Xe40+ looks wrong. From Xe36+ down to Xe39+ each 3p electron removed takes 36 to 47 mhartree of MP2 correlation energy with it, and the steps grow. The next electron takes only 19.3, although the 3p-3p, 3s-3p and 2p-3p pairs together lose 17.0 + 22.0 + 20.3 = 59.3 in that step and 2p-2p gains only 6.0. Most of the missing energy is found in the 3s-3s pair, which in the same calculation jumps from 9.5 to 38.4. That jump, and a compensation between two other pairs, make it possible to estimate all six totals with three numbers.

MP2 correlation energies of Xe ions in their ground configurations, open shells at highest spin, with selected contributions by pair of subshells. PySCF 2.14.0, Hartree-Fock reference (unrestricted for open shells), spin-free X2C one-electron Hamiltonian, Gaussian nucleus, 1s² frozen. Even-tempered basis: 18s12p5d4f up to Xe38+, 18s12p4d4f from Xe39+.

```csv
species,electrons,configuration,frozen electrons,MP2 (mhartree),pair 2p-2p (mhartree),pair 2p-3p (mhartree),pair 3p-3p (mhartree),pair 3s-3p (mhartree)
Xe36+,18,[Ar],2,-641.8,-186.5,-118.9,-181.9,-33.0
Xe37+,17,[Ne] 3s2 3p5,2,-606.0,-190.3,-103.5,-126.5,-58.6
Xe38+,16,[Ne] 3s2 3p4,2,-568.1,-194.5,-86.2,-74.9,-80.0
Xe39+,15,[Ne] 3s2 3p3,2,-521.3,-198.9,-66.8,-26.0,-92.6
Xe40+,14,[Ne] 3s2 3p2,2,-502.0,-204.9,-46.5,-9.0,-70.6
Xe41+,13,[Ne] 3s2 3p1,2,-482.1,-211.4,-24.3,0.0,-40.0
```

All energies below are magnitudes in mhartree, with the 1s² core left uncorrelated. MP2 is an exact sum over pairs of occupied spin-orbitals. Each pair contributes terms of the form (repulsion integral)²/(orbital-energy gap), one for each pair of empty spin-orbitals into which the two electrons can scatter. The column "pair 3s-3p" collects all pairs with one electron in 3s and one in 3p, and likewise for the others. Removing an electron therefore does two things: it deletes the pairs in which it took part, and it opens a hole into which the remaining pairs can scatter. A hole in 3p lies close in energy to 3s, so its gap is small and its term large.

Three counts describe a high-spin 3pⁿ shell: a spin-up electrons (filled first, up to 3), b spin-down electrons, and k = 3 − a spatial orbitals that are empty in both spins.

**Xe36+ to Xe38+: holes of one spin**

Here a = 3 and b falls from 3 to 1. Each removal deletes three opposite-spin 3p-3p pairs and some same-spin ones, and the 3p-3p column falls by 55.4 and then 51.6. A fit of that column over all six rows gives about 14.5 per opposite-spin and 9 per same-spin pair, the latter smaller as expected where exchange already keeps the electrons apart. Constant pair energies are crude: they miss Xe38+ by 4.

The 3s-3p column moves the other way. Its pairs drop from 12 to 8, yet it grows from 33.0 to 80.0. The numbers show the growth; the cause is argued. A spin-down 3s electron can move into a spin-down 3p hole while a spin-up 3p electron moves into the empty 3d shell. Parity is kept, both jumps are of dipole type, and all four orbitals have n = 3, so the gap is small. The number of such channels is electrons times holes of the opposite spin, A = a(3 − b) + b(3 − a), which runs 0, 3, 6, 9, 6, 3 down the table. The count for electron and hole of equal spin, B = a(3 − a) + b(3 − b), runs 0, 2, 2, 0, 2, 2. With one constant each for ordinary pairs, A and B, the column is reproduced within 1.5, peak included. That is three constants for six values with angular factors ignored, and the pair energies aren't resolved by final orbital, so the fit supports the assignment without proving it.

What 3p-3p loses, 3s-3p partly returns: 55.4 − 25.6 = 29.8 in the first step and 51.6 − 21.4 = 30.2 in the second. All pairs with an electron in the n = 2 shell, taken together, lose another 6.5 and 8.2. They change slowly because the loss in 2p-3p, which over the table grows from 15.4 to 22.2 per 3p electron removed, is partly offset by 2p-2p and 2p-3s, which keep their number of pairs and grow with every hole.

**Xe39+: the half-filled shell**

The step from Xe38+ to Xe39+ is the largest, 46.8. The columns locate the excess: 3s-3p grows by only 12.6, against 21.4 the step before. In the counting picture B drops to zero here, since all electrons are spin-up and all holes spin-down.

The basis also changes at this step, from five d functions to four, with shifted s, p, d and f exponents, and no ion was run in both sets. The smallest d exponent hardly moves, so the function lost is the tightest one, which should matter more for the n = 2 shell than for 3d. All pairs with an n = 2 electron together lose 10.5 here, against 8.2 in the step before and 9.2 in the step after, a small bump that may come from the basis. Part of the excess at Xe39+, perhaps a few mhartree, could therefore be an artefact.

**Xe40+ and Xe41+: orbitals empty in both spins**

The two 3s electrons have opposite spins, and the integral that couples 3s² to two real 3p orbitals vanishes unless both electrons enter the same spatial orbital. The excitation 3s² → 3p² thus needs an orbital empty in both spins: none from 3p⁶ to high-spin 3p³, one in 3p², two in 3p¹. The 3s-3s pair reads 8.5, 9.0, 9.5, 9.5, 38.4, 69.0, which is 9 + 30k within about 0.6. With it subtracted, the steps of the total become 36, 38, 47, 48 and 51, and the break at Xe40+ is gone.

The simpler system with the same physics is the beryllium atom, where 2s² mixes with 2p² because the two configurations lie close. Each empty p orbital forms a two-level problem with coupling K, the s-p exchange integral, and gap Δ, which lowers the energy by K²/Δ at second order. Going from nitrogen through carbon and boron to beryllium opens 0, 1, 2 and 3 such orbitals, as k does here. The analogy covers this count only. The n = 2 shell has no d subshell, so the channels behind the 3s-3p peak have no counterpart, and neither K nor Δ carries over to a highly charged, relativistic ion.

Below half filling, 3p-3p and 3s-3p both shrink, and their combined loss is again steady: 17.0 + 22.0 = 39.0, then 9.0 + 30.6 = 39.6. The zero of 3p-3p in Xe41+ is exact, as one electron forms no pair. The faster growth of 2p-2p in these two steps, 6.0 and 6.5, may come from 2p² → 3p² opening for electrons of opposite spin as well, which is a guess.

**The rule**

Measured from the half-filled shell, the total consists of two nearly straight pieces. A least-squares fit to all six totals, rounded, gives

|E| ≈ 524 + 40b − 21k (mhartree).

The slopes can be rebuilt from the pairs. Per spin-down electron added, the mean changes are +52.0 (3p-3p), −19.9 (3s-3p), −0.3 (3s-3s) and +8.4 (n = 2 pairs), in sum 40.2. Per orbital emptied, 13.0 + 26.3 + 10.1 = 49.4 is lost and 29.8 gained, net 19.6. Because n = 3 + b − k, the totals alone can't separate that loss from that gain, so the 21 is a slope and not the energy of any pair. It exceeds 19.6 because the fitted 524 sits above the computed 521.3.

For Xe38+, 16 electrons less the 12 of [Ne] 3s² leave 3p⁴, so a = 3, b = 1, k = 0. The rule gives 524 + 40 = 564 against the computed 568.1, low by 4.1 or 0.7 % of the computed value. This is the worst row. For Xe41+, 3p¹ has a = 1, b = 0, k = 2, and 524 − 2 × 21 = 482 against 482.1. Both rows were part of the fit, and the second agreement is flattering, since only two rows fix the k slope. Refitted without the row in question, the errors are 5.4 for Xe38+ and 2.5 for Xe41+; the largest such error is 8.1, for Xe36+. The output printed after this text lists every fit and residual.

A straight line in the electron count misses Xe39+ by 15.7. A parabola, the shape of plain pair counting, has three constants like the rule and twice its rms misfit, 4.8 against 2.4. Even within one basis the first two steps, 35.8 and 37.9, differ by far more than the rounding of the table, so the slopes are truly not constant. For differences this matters more than for totals: the rule gives 40 for the step from Xe38+ to Xe39+, where the computed correlation contribution is 46.8 (1.27 eV), an error of 6.8 or about 15 % of that step.

**Range**

One ion further, in 3s², the counting says what should happen: the last 3s-3p energy and another share of the n = 2 pairs go, and a third 3s² → 3p² channel opens, so the step should again be of the small kind. That is an extrapolation of a slope resting on two steps. Beyond it the rule has no basis: a 3s hole removes the 3s-3s pair altogether, and an occupied 3d adds pairs and blocks final states. Low-spin states have other a, b and k and were not fitted.

The constants belong to Z = 54. In the 1/Z expansion, integrals scale as Z and gaps between shells as Z², so ordinary pair terms tend to a constant. Gaps within one shell scale only as Z without relativity, so terms inside n = 3, among them 3s² → 3p² and the 3d channels, grow roughly as Z, until relativistic splitting of 3s from 3p alters that. Both slopes contain such terms, and a single Z cannot test their scaling.

The rule reproduces MP2 in a basis that stops at f functions, not the exact correlation energy; angular correlation converges slowly with l, so the limit lies deeper. The smallest d exponent is also rather large for a 3d orbital at these charges, so the 3d channels, and with them the slopes of the rule, are expected to depend on the basis. MP2 is least reliable for small gaps, which is where the term 30k comes from, and 3s-3s makes up 14 % of the total in Xe41+. The open-shell references are single unrestricted determinants, not exact spin or L eigenstates. Finally, the onset at half filling is a property of the spin-free Hamiltonian. At this charge the 3p spin-orbit splitting is large and the real ions approach jj coupling, where 3p³ leaves enough 3p₃/₂ holes to admit 3s² → 3p². The kink at Xe39+ should therefore not be sought in measured energies.

Printed output of the fit:

```
All energies are magnitudes in mhartree; table rounding 0.05; order Xe36+ Xe37+ Xe38+ Xe39+ Xe40+ Xe41+
counts n [6 5 4 3 2 1] b [3 2 1 0 0 0] k [0 0 0 0 1 2] Nss [6 4 3 3 1 0] Nos [9 6 3 0 0 0]
counts A [0 3 6 9 6 3] B [0 2 2 0 2 2] 3p-3p pairs [15 10  6  3  1  0] 3s-3p pairs [12 10  8  6  4  2]
fall of |MP2| per electron removed: 35.8 37.9 46.8 19.3 19.9
same in eV: 0.97 1.03 1.27 0.53 0.54
fall without 3s-3s: 36.3 38.4 46.8 48.2 50.5
RULE [1,b,k]: coef 524.08 40.07 -21.21 | rms 2.4 worst Xe38+ -3.9
   model-calc 2.5 -1.8 -3.9 2.8 0.9 -0.4 | leave-one-out 8.1 -2.5 -5.4 7.2 1.2 -2.5
alt line [1,n]: coef 437.82 33.07 | rms 8.4 worst Xe39+ 15.7
   model-calc -5.6 -2.9 2.0 15.7 2.0 -11.2 | leave-one-out -11.7 -4.0 2.4 19.2 2.8 -23.5
alt parabola [1,n,n^2]: coef 463.47 13.83 2.75 | rms 4.8 worst Xe39+ 8.4
   model-calc 3.6 -4.7 -5.3 8.4 0.1 -2.1 | leave-one-out 20.0 -6.8 -8.5 13.3 0.2 -11.5
rounded rule |E| = 524 + 40 b - 21 k
  Xe36+ b=3 k=0 rule 644 calc 641.8 diff 2.2 (0.34 %)
  Xe37+ b=2 k=0 rule 604 calc 606.0 diff -2.0 (-0.33 %)
  Xe38+ b=1 k=0 rule 564 calc 568.1 diff -4.1 (-0.72 %)
  Xe39+ b=0 k=0 rule 524 calc 521.3 diff 2.7 (0.52 %)
  Xe40+ b=0 k=1 rule 503 calc 502.0 diff 1.0 (0.20 %)
  Xe41+ b=0 k=2 rule 482 calc 482.1 diff -0.1 (-0.02 %)
3p-3p [Nss,Nos]: coef 9.10 14.51 | rms 2.5 worst Xe38+ -4.0
   model-calc 3.3 -3.0 -4.0 1.3 0.1 0.0 | leave-one-out 9.5 -4.2 -4.8 7.4 0.1 0.0
3s-3p [2n,A,B]: coef 2.65 8.53 3.99 | rms 1.0 worst Xe37+ 1.5
   model-calc -1.1 1.5 0.4 0.1 -0.8 -1.1 | leave-one-out -4.9 2.5 0.6 1.4 -1.2 -1.7
3s-3s [1,k]: coef 9.04 29.85 | rms 0.4 worst Xe40+ 0.5
   model-calc 0.5 0.1 -0.4 -0.4 0.5 -0.3 | leave-one-out 0.7 0.1 -0.5 -0.6 0.7 -1.4
blocks with n=2 shell [1,n]: coef 365.33 9.16 | rms 1.3 worst Xe36+ 1.9
   model-calc 1.9 -0.8 -1.8 -0.4 -0.4 1.4 | leave-one-out 4.0 -1.1 -2.2 -0.5 -0.5 2.9
sum of blocks - calc (9 params, no independent test): 4.6 -2.2 -5.8 0.6 -0.6 0.0
net per Nos 14.51 - 2*8.53 = -2.55; per Nss 9.10 - 2*3.99 = 1.13
3p-3p: falls 55.4 51.6 48.9 17.0 9.0 | mean per b 52.0, per k -13.0
3s-3p: falls -25.6 -21.4 -12.6 22.0 30.6 | mean per b -19.9, per k -26.3
3s-3s: falls -0.5 -0.5 -0.0 -28.9 -30.6 | mean per b -0.3, per k 29.8
n=2 blocks: falls 6.5 8.2 10.5 9.2 10.9 | mean per b 8.4, per k -10.1
total: falls 35.8 37.9 46.8 19.3 19.9 | mean per b 40.2, per k -19.6
3s-3s values 8.5 9.0 9.5 9.5 38.4 69.0 | share of total % 1.3 1.5 1.7 1.8 7.6 14.3
n=2 blocks values 418.4 411.9 403.7 393.2 384.0 373.1
3s-3p per pair 2.8 5.9 10.0 15.4 17.6 20.0 | 2p-3p per 3p electron 19.8 20.7 21.6 22.3 23.2 24.3
3p-3p per pair 12.1 12.7 12.5 8.7 9.0
growth per 3p hole: 2p-2p 3.8 4.2 4.4 6.0 6.5 | 2p-3s 6.2 6.5 6.7 6.7 7.0
```
